\section*{Margin notes on the radiative lifetime of a defect in a dielectric}

\paragraph{Note 1. Premises and conventions.}
SI units; $\varepsilon=n^2$ is the relative permittivity at the emission frequency, $E=\hbar\omega$ the photon energy, $m$ the free-electron mass. (a) The host is non-magnetic, optically isotropic, transparent at $\omega$ and much larger than the wavelength. (b) Host and field are linear, so their joint normal modes are harmonic oscillators. (c) The defect is small against the wavelength and couples through $H'=-\hat{\boldsymbol\mu}\cdot\hat{\mathbf e}(\mathbf r_0)$, with $\hat{\boldsymbol\mu}=-e\sum_j\mathbf r_j$ and $\mathbf e(\mathbf r_0)$ the microscopic field that a mode produces at the defect, the field of the transition itself excluded. (d) The coupling is weak, so the golden rule holds. By linearity $\mathbf e(\mathbf r_0)=L\,\mathbf E$, where $\mathbf E$ is the macroscopic (cell-averaged) field of the mode. This defines $L$, a scalar at a cubic site.

\paragraph{Note 2. The field of one photon.}
The normalisation is usually quoted without dispersion. For a wave of amplitude $E_0$ in a transparent medium the time-averaged energy density is
\begin{equation}
U=\tfrac14\Big[\varepsilon_0\frac{d(\omega\varepsilon)}{d\omega}E_0^2+\mu_0H_0^2\Big].
\end{equation}
The derivative counts the energy stored in the bound charges. For $\varepsilon=1+\omega_p^2/(\omega_0^2-\omega^2)$ it equals $1+\omega_p^2(\omega_0^2+\omega^2)/(\omega_0^2-\omega^2)^2$, which is the field term plus the potential and kinetic terms of the driven oscillators; a transparent medium is a sum of such oscillators. A plane wave has $\mu_0H_0^2=\varepsilon_0n^2E_0^2$, and
\begin{equation}
\frac{d(\omega n^2)}{d\omega}+n^2=2n\Big(n+\omega\frac{dn}{d\omega}\Big)=2nn_g ,
\end{equation}
so $U=\varepsilon_0nn_gE_0^2/2$ with $n_g$ the group index. Write the mode operator as $\hat{\mathbf E}=\mathcal E\,\boldsymbol\epsilon\,(\hat a\,e^{i\mathbf k\cdot\mathbf r}+\text{h.c.})$, up to a phase. A coherent state of amplitude $\beta$ has $E_0=2\mathcal E|\beta|$ and excitation energy $\hbar\omega|\beta|^2=UV$, hence
\begin{equation}
\mathcal E^2=\frac{\hbar\omega}{2\varepsilon_0nn_gV}.
\label{zp}
\end{equation}

\paragraph{Note 3. Why the medium gives $n$ and no group index.}
With $k=n\omega/c$ one has $dk/d\omega=n_g/c$. The number of modes per polarisation in $d\omega\,d\Omega$ is
\begin{equation}
\frac{V}{(2\pi)^3}k^2\,dk\,d\Omega=\frac{V}{(2\pi)^3}\frac{n^2n_g\omega^2}{c^3}\,d\omega\,d\Omega .
\end{equation}
For emission from state $i$ to state $f$ into the empty field the matrix element is $-L\mathcal E\,\boldsymbol\epsilon\cdot\boldsymbol\mu_{fi}$. The two polarisations and $\hat{\mathbf k}$ form a complete triad, so $\sum_\epsilon|\boldsymbol\epsilon\cdot\boldsymbol\mu|^2=|\boldsymbol\mu|^2-|\hat{\mathbf k}\cdot\boldsymbol\mu|^2$. The average of $\hat k_a\hat k_b$ over directions is $\delta_{ab}/3$, so the integral over $\Omega$ is $(8\pi/3)|\boldsymbol\mu|^2$, for complex $\boldsymbol\mu$ too. The golden rule $\Gamma=(2\pi/\hbar^2)\sum|H'|^2\delta(\omega-\omega_{if})$ gives
\begin{equation}
\Gamma=\frac{2\pi}{\hbar^2}\,L^2\,\frac{\hbar\omega}{2\varepsilon_0nn_gV}\,\frac{Vn^2n_g\omega^2}{8\pi^3c^3}\,\frac{8\pi}{3}|\boldsymbol\mu|^2 ,
\end{equation}
that is
\begin{equation}
\frac1\tau=\frac{L^2n\,\omega^3|\boldsymbol\mu|^2}{3\pi\varepsilon_0\hbar c^3}=\frac{L^2n\,E^3|\boldsymbol\mu|^2}{3\pi\varepsilon_0\hbar^4c^3}.
\label{main}
\end{equation}
The group index raises the mode density and lowers the field per photon by the same factor, so only the phase index at the emission frequency survives. The factor $1/3$ comes from the sum over photon directions and is no average over defect orientations: $|\boldsymbol\mu|^2=|\mu_x|^2+|\mu_y|^2+|\mu_z|^2$. Rates to different final states add, so $|\boldsymbol\mu|^2=\sum_f|\boldsymbol\mu_{fi}|^2$; initial states are averaged over their populations, never summed. At a site of lower symmetry $L$ is a tensor $\mathsf L$, and $L^2|\boldsymbol\mu|^2$ becomes $|\mathsf L^{T}\boldsymbol\mu|^2$.

\paragraph{Note 4. The oscillator-strength form.}
Define $f_{\rm em}=2m\omega|\boldsymbol\mu|^2/(3\hbar e^2)$, a positive number summed over final states (it enters the Thomas--Reiche--Kuhn sum with a minus sign). Inserting $|\boldsymbol\mu|^2=3\hbar e^2f_{\rm em}/(2m\omega)$ into \eqref{main} gives
\begin{equation}
\frac1\tau=\frac{L^2n\,e^2\omega^2f_{\rm em}}{2\pi\varepsilon_0mc^3}.
\label{fform}
\end{equation}
For one pair of levels with degeneracies $g_u$, $g_l$ the line strength $\sum_{u,l}|\boldsymbol\mu_{ul}|^2$ is shared, so $g_uf_{\rm em}=g_lf_{\rm abs}$. So defined, $f_{\rm em}$ contains neither $n$ nor $L$.

\paragraph{Note 5. Empty cavity, from both sides.}
Let a sphere of radius $a\ll1/k$ and permittivity $\varepsilon_i$ sit in the host, so that electrostatics applies near it. Take $\phi_{\rm in}=-E_ir\cos\theta$ and $\phi_{\rm out}=-E_mr\cos\theta+B\cos\theta/r^2$, with $E_m$ the macroscopic field far away. Continuity of $\phi$ and of the normal displacement at $r=a$ requires $E_i=E_m-B/a^3$ and $\varepsilon_iE_i=\varepsilon(E_m+2B/a^3)$. Eliminating $B$,
\begin{equation}
\frac{E_i}{E_m}=\frac{3\varepsilon}{2\varepsilon+\varepsilon_i},\qquad L_{\rm e}=\frac{3n^2}{2n^2+1}\quad(\varepsilon_i=1).
\label{sphere}
\end{equation}
A factor derived for an incoming field must also govern an outgoing one, and this can be seen directly. Put a dipole $p$ at the centre of the empty sphere: $4\pi\varepsilon_0\phi_{\rm in}=p\cos\theta/r^2+Ar\cos\theta$ and $4\pi\varepsilon_0\phi_{\rm out}=p_{\rm eff}\cos\theta/(\varepsilon r^2)$, the latter being the potential of a free dipole $p_{\rm eff}$ in the uniform medium. The two conditions read $p+Aa^3=p_{\rm eff}/\varepsilon$ and $-2p+Aa^3=-2p_{\rm eff}$. Subtracting, $3p=p_{\rm eff}(2+1/\varepsilon)$, so
\begin{equation}
p_{\rm eff}=L_{\rm e}\,p,\qquad E_{\rm react}=-\frac{A}{4\pi\varepsilon_0}=\frac{2(\varepsilon-1)}{2\varepsilon+1}\frac{p}{4\pi\varepsilon_0a^3}.
\label{react}
\end{equation}
The source radiates together with the host polarisation it induces, and the power carries $L_{\rm e}^2$. The radius drops out of $L_{\rm e}$. For real $\varepsilon$ the reaction field is in phase with $p$ and only shifts and dresses the transition.

\paragraph{Note 6. Virtual cavity.}
Model the host as point dipoles on a cubic lattice, uniformly polarised, and ask for the field at a point of cubic symmetry. Draw an imagined sphere about it, many cells wide and small against the wavelength. The macroscopic field is that of the whole polarisation treated as a continuum. Removing the continuum inside the sphere, with $\mathbf P$ outside unchanged, exposes a surface charge $-P\cos\theta$, which adds at the centre
\begin{equation}
\frac{1}{4\pi\varepsilon_0}\int P\cos^2\theta\,d\Omega=\frac{P}{3\varepsilon_0}
\end{equation}
along $\mathbf P$. The discrete dipoles inside add $\sum_j(3z_j^2-r_j^2)/r_j^5$ times $p/4\pi\varepsilon_0$, and this vanishes shell by shell since cubic symmetry makes the sums of $x^2$, $y^2$, $z^2$ equal. With $P=\varepsilon_0(\varepsilon-1)E_m$,
\begin{equation}
L_{\rm v}=1+\frac{\varepsilon-1}{3}=\frac{n^2+2}{3}.
\end{equation}
The step that separates this from Note 5 is that $\mathbf P$ is left unchanged: the defect must not disturb the polarisation of its neighbours. That holds for an emitter whose background polarisability equals that of the ion it replaces, or for an unpolarisable emitter on a cubic interstice.

\paragraph{Note 7. The two cavities are ends of one formula.}
Let the lattice have density $N$ and polarisability $\alpha$ ($p=\alpha e$), and let the site $0$ carry the background polarisability $\alpha'$ from all transitions other than the emitting one. With $T_{ij}$ the static dipole tensor ($T_{ii}=0$) and $\mathbf e^0$ the applied field,
\begin{equation}
\mathbf e_i=\mathbf e^0_i+\sum_jT_{ij}\big[\alpha\mathbf e_j+\delta_{j0}(\alpha'-\alpha)\mathbf e_0\big].
\end{equation}
Multiply by $(1-\alpha T)^{-1}$. The first term gives the perfect-lattice field $L_{\rm v}\mathbf E$. In the second, $\alpha(1-\alpha T)^{-1}T=(1-\alpha T)^{-1}-1$. With $S=[(1-\alpha T)^{-1}]_{00}$, a scalar by cubic symmetry,
\begin{equation}
L=\frac{L_{\rm v}}{1+(1-\alpha'/\alpha)(S-1)} .
\label{lat}
\end{equation}
$S$ is the Brillouin-zone average of $(1-\alpha T(\mathbf q))^{-1}$. Retardation matters only for $q\lesssim k$, a negligible part of the zone. For a long polarisation wave the site field is the electrostatic field $-\hat{\mathbf q}(\hat{\mathbf q}\cdot\mathbf P)/\varepsilon_0$ plus $\mathbf P/3\varepsilon_0$, so $\alpha T(\mathbf q)$ has eigenvalues $x,x,-2x$ with $x=N\alpha/3\varepsilon_0$. Note 6 with $P=N\alpha L_{\rm v}E_m$ gives $x=(\varepsilon-1)/(\varepsilon+2)$. If this long-wave form is used over the whole zone,
\begin{equation}
S=\frac{2}{3(1-x)}+\frac{1}{3(1+2x)}=\frac{(\varepsilon+2)(2\varepsilon+1)}{9\varepsilon}.
\label{S}
\end{equation}
For $\alpha'=0$ this yields $L=L_{\rm v}/S=L_{\rm e}$, and for $\alpha'=\alpha$ it yields $L_{\rm v}$. Parametrise $N\alpha'/3\varepsilon_0=(\varepsilon_i-1)/(\varepsilon_i+2)$. Then $S-1=2(\varepsilon-1)^2/9\varepsilon$ and $1-\alpha'/\alpha=3(\varepsilon-\varepsilon_i)/[(\varepsilon-1)(\varepsilon_i+2)]$, and \eqref{lat} becomes
\begin{equation}
L=\frac{\varepsilon(\varepsilon_i+2)}{2\varepsilon+\varepsilon_i}=\frac{3\varepsilon}{2\varepsilon+\varepsilon_i}\cdot\frac{\varepsilon_i+2}{3},
\end{equation}
the sphere factor of \eqref{sphere} times a Lorentz factor for the filling.

The long-wave form is an approximation, and its size can be found. Expanding \eqref{S}, $S=1+2x^2+\dots$. On the lattice the first order vanishes exactly because $T_{00}=0$. The second is $\alpha^2\sum_jT_{0j}T_{j0}$; each $T_{0j}$ has eigenvalues $(2,-1,-1)/4\pi\varepsilon_0r^3$, so a third of the trace of its square is $2/(4\pi\varepsilon_0r^3)^2$. For a simple cubic lattice of constant $b$, $\alpha/\varepsilon_0b^3=3x$ and $\sum_j(b/r_j)^6=8.40$, so the term is $2x^2\cdot9(8.40)/16\pi^2=0.48\cdot2x^2$. At small $x$ a real vacant site therefore lies about midway between $L_{\rm e}$ and $L_{\rm v}$. The empty cavity is the continuum estimate for an unpolarisable substitutional emitter and no lattice theorem.

\paragraph{Note 8. When $L=1$, and when a point value is allowed.}
Drop the point coupling. The microscopic field of a mode is $\mathbf e(\mathbf r)=e^{i\mathbf k\cdot\mathbf r}\sum_{\mathbf G}\mathbf e_{\mathbf G}e^{i\mathbf G\cdot\mathbf r}$ with $\mathbf e_{\mathbf 0}=\mathbf E$, since the macroscopic field is the cell average. The coupling is $-\int\mathbf p_{fi}\cdot\mathbf e\,d^3r$, where the transition polarisation density $\mathbf p_{fi}$ (its current density is the time derivative) integrates to $\boldsymbol\mu_{fi}$. Neglecting $k$,
\begin{equation}
H'_{fi}=-\boldsymbol\mu_{fi}\cdot\mathbf E-\sum_{\mathbf G\ne0}\mathbf e_{\mathbf G}\cdot\int\mathbf p_{fi}(\mathbf r)e^{i\mathbf G\cdot\mathbf r}d^3r .
\end{equation}
For a Gaussian density of width $s$ per axis each term carries $e^{-G^2s^2/2}$; at $G=2\pi/b$ and $s=b$ this is $e^{-2\pi^2}=2.7\times10^{-9}$, so $L=1$. The condition is that $\mathbf p_{fi}$ be smooth on the scale of the cell, and a wide envelope does not ensure it. Between two envelope states of one band, as in a shallow donor in silicon, the slowly varying part dominates. For an interband transition $\mathbf p_{fi}$ is an envelope times a cell-periodic function whose $\mathbf G\neq0$ components survive any envelope; $L=1$ is then the neglect of crystal local fields, good as far as the $\mathbf e_{\mathbf G}$ are small, and no identity.

In the opposite limit, inside the nearest-neighbour distance $d$ the potential of the induced neighbour dipoles is harmonic, a series in $r^lY_{lm}$. The $l=1$ term is the uniform field $L\mathbf E$. For a parity-changing transition the next term is $l=3$, smaller in amplitude by about $(r/d)^2(L-1)/L$, since only the induced part of the field varies on the scale $d$.

\paragraph{Note 9. Which energy is cubed.}
A defect band is broad. In the Condon approximation the matrix element factorises into $\boldsymbol\mu_{fi}$ and a vibrational overlap $\langle\chi_{f\nu'}|\chi_{i\nu}\rangle$. Let $g(E)$ be the distribution of transition energies weighted by $|\boldsymbol\mu_{fi}|^2$, the squared overlaps and the thermal populations of $\nu$, normalised to one; closure over $\nu'$ leaves the total weight $|\boldsymbol\mu|^2$. If $nL^2$ varies little over the band, \eqref{main} holds with $E^3\to\langle E^3\rangle_g$. The photon spectrum per unit energy is $I=E^3g/\langle E^3\rangle_g$, and $\int E^{-3}I\,dE=1/\langle E^3\rangle_g$. Therefore
\begin{equation}
E_{\rm eff}^3=\langle E^3\rangle_g=\frac{1}{\langle E^{-3}\rangle_I},\qquad \langle E^{-3}\rangle_I\simeq\bar E^{-3}\Big(1+\frac{6\sigma^2}{\bar E^2}+\frac{45\sigma^4}{\bar E^4}\Big),
\label{eff}
\end{equation}
the expansion being for a Gaussian $I$ of mean $\bar E$ and standard deviation $\sigma\ll\bar E$, from $(1+u)^{-3}=1-3u+6u^2-10u^3+15u^4-\dots$ with $\langle u^4\rangle=3\langle u^2\rangle^2$. The zero-phonon energy, which is the difference of relaxed total energies, lies above the band centre when the coupling is strong and overestimates the rate. In \eqref{fform}, $\omega$ and $f_{\rm em}$ are then both taken at $E_{\rm eff}$.

\paragraph{Note 10. Absorption cannot fix $L$.}
A wave of amplitude $E_0$ drives a non-degenerate line at the orientation-averaged rate $(2\pi/\hbar^2)(LE_0/2)^2(|\boldsymbol\mu|^2/3)\,\delta(\omega-\omega_0)$, and its photon flux is $n\varepsilon_0cE_0^2/2\hbar\omega$. The quotient is the cross-section:
\begin{equation}
\int\sigma_{\rm a}\,d\omega=\frac{\pi\omega L^2|\boldsymbol\mu|^2}{3n\varepsilon_0\hbar c},\qquad\frac1\tau=\frac{n^2\omega^2}{\pi^2c^2}\int\sigma_{\rm a}\,d\omega .
\end{equation}
$L$ cancels, so both observables give only $L^2|\boldsymbol\mu|^2$. The models differ in their dependence on the index at fixed dipole and energy:
\begin{equation}
\frac{d\ln\Gamma}{d\ln n}=1+\frac{4n^2}{n^2+2}\ \ (L_{\rm v}),\qquad 1+\frac{4}{2n^2+1}\ \ (L_{\rm e}),\qquad 1\ \ (L=1).
\label{slope}
\end{equation}

\paragraph{Note 11. The dipole of a $5d\to4f$ transition.}
For one electron $r_q=r\sqrt{4\pi/3}\,Y_{1q}$. Consider $\sum_q r_q^\dagger P_{4f}r_q$, with $P_{4f}$ the projector on all fourteen $4f$ spin orbitals. It commutes with rotations of space and of spin, so within the $5d$ shell it is a multiple of the identity, whatever the crystal-field and spin--orbit mixing inside either shell. Evaluating it on $m=2$, the squared angular elements to $m'=1,2,3$ are $1/35$, $5/35$, $15/35$. Hence
\begin{equation}
|\boldsymbol\mu|^2=\tfrac35\,e^2\mathcal R^2,\qquad\mathcal R=\langle4f|r|5d\rangle .
\label{ang}
\end{equation}
Both partners of the emitting Kramers doublet decay at the same rate. The splitting of the $4f$ final states enters only through $g(E)$. Mixing of $5d$ with ligand orbitals makes $\mathcal R$ an effective parameter.

\paragraph{Note 12. Range of validity.}
(i) The dipole coupling and the electrostatic cavity need $(ka)^2\ll1$. (ii) The host must be transparent. For $\varepsilon''>0$ the reaction field of \eqref{react} has the imaginary part $6\varepsilon''/|2\varepsilon+1|^2$ in units of $p/4\pi\varepsilon_0a^3$, which adds the non-radiative rate $(2/\hbar)|\boldsymbol\mu|^2$ times that coefficient. Dividing by \eqref{main} with $L_{\rm e}$ gives $\varepsilon''/[n^2(ka)^3]$, so one needs $\varepsilon''\ll n^2(ka)^3$ in the near zone. (iii) The crystal must exceed the wavelength. In a sphere much smaller than the wavelength in a medium of index $n_m$, the modes are those of the medium and \eqref{sphere} gives $n\to n_m[3n_m^2/(2n_m^2+n^2)]^2$, with $L$ kept. (iv) $L_{\rm v}$ needs a cubic point in a one-species dipole lattice, $L_{\rm e}$ a continuum, $L=1$ a smooth transition density. (v) The Condon approximation and $E\gg k_BT$ (no stimulated emission) must hold. (vi) An observed decay time equals $\eta\tau$, with $\eta$ the quantum yield, and reabsorption lengthens it.

\paragraph{Note 13. Ce$^{3+}$ in Y$_3$Al$_5$O$_{12}$.}
Inputs, each typical or assumed: decay time $65$~ns near $300$~K, $\eta=1$, $n=1.83$, $\bar E=2.25$~eV, $\sigma=0.20$~eV, cation--oxygen distance $d=a=2.4$~\AA, extent of the transition density $r=1$~\AA.

In \eqref{eff} the corrections are $0.047$ and $0.003$, the bracket is $1.050$, and $E_{\rm eff}=2.21$~eV ($561$~nm, $\omega=3.36\times10^{15}$~s$^{-1}$). With the fine-structure constant $\alpha_f=e^2/4\pi\varepsilon_0\hbar c$, the prefactors of \eqref{main} and \eqref{fform} at $n=L=1$ are
\begin{equation}
\frac{4\alpha_f\omega^3}{3c^2}=4.10\times10^{7}\ \text{s}^{-1}\text{\AA}^{-2},\qquad\frac{2\alpha_f\hbar\omega^2}{mc^2}=2.12\times10^{8}\ \text{s}^{-1}.
\end{equation}
The rate $1/\tau=1.54\times10^7$~s$^{-1}$ requires $nL^2|\boldsymbol\mu/e|^2=0.375$~\AA$^2$ and $nL^2f_{\rm em}=0.0726$. With $\varepsilon=3.35$ and \eqref{ang}:

\begin{center}
\begin{tabular}{lccccc}
model & $L$ & $nL^2$ & $|\boldsymbol\mu|/e$ (\AA) & $\mathcal R$ (\AA) & $f_{\rm em}$\\
\hline
virtual cavity & 1.78 & 5.82 & 0.25 & 0.33 & 0.012\\
empty cavity & 1.31 & 3.12 & 0.35 & 0.45 & 0.023\\
$L=1$ & 1 & 1.83 & 0.45 & 0.58 & 0.040
\end{tabular}
\end{center}

In each row $\mathcal R$ was chosen to reproduce the typical decay time, so the table tests no model; its entries are the model's and not the material's. It shows what the choice of $L$ costs. The two cavities differ by $S^2=1.87$ in rate ($x=0.44$, $S=1.37$). A dipole fixed at the value of the first row would give model lifetimes of $121$~ns with $L_{\rm e}$ and $207$~ns with $L=1$. The slopes \eqref{slope} are $3.50$ and $1.52$ for the virtual and the empty cavity.

The neglected terms rank as follows. Thermal photons are absent, since $E/k_BT=85$. Retardation is small: $ka=4.9\times10^{-3}$ and $(ka)^2=2.4\times10^{-5}$. Absorption spread uniformly up to the radius $a$ would have to obey $\varepsilon''\ll4\times10^{-7}$; for dilute absorbers their spacing replaces $a$ and the bound relaxes as its cube. An isolated small sphere in vacuum would radiate at $0.17$ of the bulk rate. The $l=3$ term has $(r/d)^2=0.17$ and, with $L_{\rm v}$, a relative amplitude of order $0.08$, which leaves the second figure of $\mathcal R$ soft. The largest uncertainty is $L$ itself. The ion replaces a polarisable Y$^{3+}$ on an eightfold site of $D_2$ symmetry in a lattice of several species, and its $4f$--$5d$ transition density is confined to the ion, so $L=1$ is not expected to apply and neither cavity is exact. Within the cavity models the typical lifetime corresponds to $f_{\rm em}$ from $0.012$ to $0.023$, and the spread of $1.87$ stands until $|\boldsymbol\mu|^2$ or the dependence on $n$ is known independently.